## Why stretched diamond polarises more easily

### A cell with fewer electrons and a larger response

The last row looks wrong. In the largest cell diamond holds about 21% fewer electrons in each unit of volume than in the smallest, and it is the electrons that respond to the field. Yet this cell has the highest dielectric constant of the series, 6.018 against 5.601.

Diamond in a two-atom cell, strained evenly by up to 4% in length either way from its r2SCAN geometry, computed with Ansatz 0.2.0 using r2SCAN, PAW potentials, a 500 eV plane-wave cutoff and a 10×10×10 k mesh. The dielectric constant is the linear response of the electrons to a uniform field, with the atoms held fixed.

```
volume (Å³/atom)  shortest distance (Å)  electronic dielectric xx
           4.991                  1.480                     5.601
           5.148                  1.495                     5.641
           5.309                  1.511                     5.683
           5.473                  1.526                     5.730
           5.641                  1.542                     5.779
           5.812                  1.557                     5.833
           5.986                  1.572                     5.890
           6.164                  1.588                     5.952
           6.345                  1.603                     6.018
```

The row is sound, because it ends a smooth climb. The dielectric constant rises at every step, and even the smallest step, 0.040, exceeds the estimated numerical error of about 0.015 in each value. All nine cells are the same insulating crystal, scaled evenly in every direction, so no change of structure hides in the series. The table lists one direction of the field only. The crystal is cubic, so the other two directions give the same value.

The atoms are held still, so the table describes how the electron cloud alone shifts in a field. For light of long wavelength, far below the onset of absorption, the refractive index is the square root of this number. It runs from $\sqrt{5.601}\approx 2.37$ to $\sqrt{6.018}\approx 2.45$. Evenly squeezed diamond thus bends such light less, and evenly stretched diamond bends it more.

### First explanation: the electrons are thinned out

The simplest picture treats each carbon atom as a small object with a fixed ability to polarise. Stretching the crystal spreads these objects over more space, and the response of each unit of volume drops. The picture works for a dilute gas, where the atoms hardly notice one another.

The quantity to follow is the dielectric constant less one, since the one belongs to empty space. If each atom kept its response to the average field in the crystal, this quantity would fall as the inverse of the volume. Starting from the unstrained cell at 5.641 Å³ per atom, the dielectric constant of the largest cell would then be 5.249, well below the unstrained 5.779. Counting the fields that polarised neighbours exert on one another would make the predicted fall steeper still. The calculation moves the other way.

Dilution is nevertheless real, and any successful explanation has to overcome it. Multiplying the dielectric constant less one by the volume gives the response per atom, and this grows by 39% from the smallest cell to the largest. The real question is therefore why an electron in a longer bond yields so much more readily.

### Second explanation: the band gap closes

A tempting answer lies in the band gap. A field polarises a crystal by mixing a little of the empty states into the filled ones, and this mixing is easier when the two lie closer in energy. In the same calculations the gap at the zone centre, where the highest filled level lies, shrinks from 6.24 to 5.56 eV along the series. Gap down and response up looks like cause and effect.

A simple model turns this idea into a number. Picture each electron as held by a spring whose natural frequency corresponds to an excitation energy $E$. A static field displaces it by an amount proportional to $1/E^2$, and the crystal adds up the displacements of all electrons. With $n$ the number of valence electrons in a unit of volume and $\varepsilon$ the dielectric constant, this gives the one-gap, or Penn, model:

$$\varepsilon-1\;\propto\;\frac{n}{E^{2}}.$$

If $E$ is taken to be the zone-centre gap, its closing alone would raise $\varepsilon-1$ by 26% over the series. That is far more than the computed 9%. Once the thinning of the electrons is included, the two effects almost cancel, and the model predicts a slight fall of about 1%. The smallest gap of diamond, which joins states at different points of the zone, gives a slight rise of about 1% instead.

The tempting explanation thus has a correct ingredient and the wrong energy. Gaps do close, but those at the band edges close only fast enough to roughly cancel dilution. r2SCAN makes the gap of diamond too small, but this does not rescue the explanation: the same closing in eV on a larger gap would be a smaller relative change, and the band-edge model would fall further short.

### Third explanation: bonding and antibonding states draw together

The band edge is a poor guide because only a small part of the response comes from there. A static field draws on every filled state, throughout the zone, and most of these states face their empty partners across a much wider distance. The energy that counts is of the order of ten electronvolts, and it measures the typical separation between bonding and antibonding states.

This separation comes from the bond itself. In a bonding state the orbitals of two neighbours join in phase, and the electron wave passes smoothly from one atom to the other. In an antibonding state the wave changes sign between the atoms, and this sharper bending costs kinetic energy. When the atoms move apart, the wave has more room to bend, the cost drops, and the two kinds of state draw together. The attraction to the nuclei enters the separation as well, and the wave close to each atom does not stretch with the lattice, so this is a picture of the trend and not a full account of the separation.

The size of the effect follows from how kinetic energy depends on length. Stretch a wave by some factor and its kinetic energy falls by the square of that factor. If the bonding–antibonding separation follows the same rule, with $d$ the bond length (the shortest distance in the table), then

$$n\propto d^{-3},\qquad E\propto d^{-2},\qquad \varepsilon-1\;\propto\;\frac{d^{-3}}{d^{-4}}=d.$$

The result is easy to retain. Stretching thins the electrons out as the third power of length but softens each of them as the fourth power, and softening wins by one power. The dielectric constant less one should grow in step with the bond length. The inverse-square rule is a theoretical argument for bonds near their normal length, and it can hold only as a rough average. Single levels depart from it in both directions. The zone-centre gap also separates bonding from antibonding states, yet it closes more slowly than the rule says. The next empty level at the same point, a single one expected to be the s-like antibonding state, closes much faster: its distance from the highest filled level drops from 16.15 to 11.84 eV, about 27%, between the cells at 5.148 and 6.164 Å³ per atom.

### One estimate in full

Take the unstrained cell as the starting point and predict the largest one. The bond grows from 1.542 to 1.603 Å, a factor of 1.040. The unstrained cell has $\varepsilon-1=4.779$, so that

$$\varepsilon \approx 1+4.779\times 1.040 = 5.970.$$

The calculation gives 6.018. The model therefore supplies a rise of 0.191 where the computed one is 0.239, or about four fifths of it. The unstrained cell fixed the scale, and the power of one comes from the argument above and not from a fit. The argument was, however, chosen with the whole series in view, so the agreement is a check of consistency and not a blind prediction.

Over the whole series the length law gives a rise of 8.3% in $\varepsilon-1$, close to the computed 9.1%. Its largest miss is about 0.05 in the dielectric constant, against 0.25 for the zone-centre gap and 0.80 for dilution alone. Of the three explanations, only this one gives both the direction and the rough size of the trend.

### Do the states really draw together that fast?

A law can give the right total for the wrong reason, so its central claim deserves a separate look. The claim is that typical excitation energies fall faster than the gap at the zone centre. The energy levels from the same calculations allow a comparison between the cells at 5.148 and 6.164 Å³ per atom.

Between these two cells the zone-centre gap falls by 8.3%. To reproduce the computed dielectric constants, the energy in the Penn model has to fall by 11.5%. The inverse-square rule predicts 11.3%. The distance from the highest filled to the lowest empty level, averaged over twenty points of the zone, falls by 11.4%.

These figures agree more closely than the test deserves. The twenty points are part of a set of 102, they were given equal weight, and only the highest filled and lowest empty levels were used at each. At some points the lowest empty level is also of a different kind in the larger cell, so the average partly follows a change in the order of the levels. What the comparison does support is the ordering: away from the zone centre the levels approach one another faster, on average, than at the centre itself. That is the feature which the band-edge explanation lacks.

The comparison leaves one part of the argument to theory. The response depends on the energies of the transitions and also on how strongly the field drives each of them. The Penn model merges both into a single effective energy. The sampled levels move in the required direction, but they do not separate this effect from a shift of strength between transitions.

### Where the length law fails

The computed curve bends upward, while the length law is straight. Expressed as a power of the bond length, the growth of $\varepsilon-1$ between neighbouring cells begins at about 0.8 on the compressed side and ends at about 1.4 on the stretched side. The law's power of one is a fair average over the series and not a constant of the material. For the two largest cells the miss exceeds the numerical error estimated for each value.

A possible reason, not tested here, is that the inverse-square rule itself wears out. As atoms separate, the overlap of their orbitals finally dies away faster than any fixed power of distance, so the bonding–antibonding separation should fall ever more steeply. The zone-centre gap hints at the same behaviour: the prediction based on it drops from 5.815 to 5.804 in the first step but is level in the last. This bend is weaker than that of the computed curve. A second candidate is the fast-dropping single empty level: as it comes down, transitions into it are expected to count for more in the response, which would steepen the average. Levels from two cells cannot show a curvature, so the share of each cause remains open.

### A rule for guessing the trend

The argument comes down to a contest between two powers. If the typical excitation energy falls as $d^{-p}$, then $\varepsilon-1$ changes as $d^{\,2p-3}$. The balance lies at $p=3/2$: a steeper fall makes the stretched crystal more polarisable, and a gentler one lets dilution win. The zone-centre gap of diamond has a power of about 1.4, which is why a model built on it comes out almost flat.

For a neighbouring case, the useful question is how strongly the energies of the responding electrons depend on the distance between atoms. Electrons shared in covalent bonds feel that distance directly, and their softening can outweigh the loss of density. Electrons held tightly on separate atoms should feel it much less, so dilution has a better chance of winning there. The table does not test such a crystal.

For diamond near its normal volume, the table gives a handy measure. A bond longer by 1% raises the dielectric constant by about $(5.833-5.730)/2\approx 0.05$, and a shorter bond lowers it by a similar amount. This holds for an even change of size with the atoms at rest. Heating also sets the atoms vibrating, which shifts the energy levels in its own way, so the measure should not be used alone to predict how the refractive index changes with temperature.
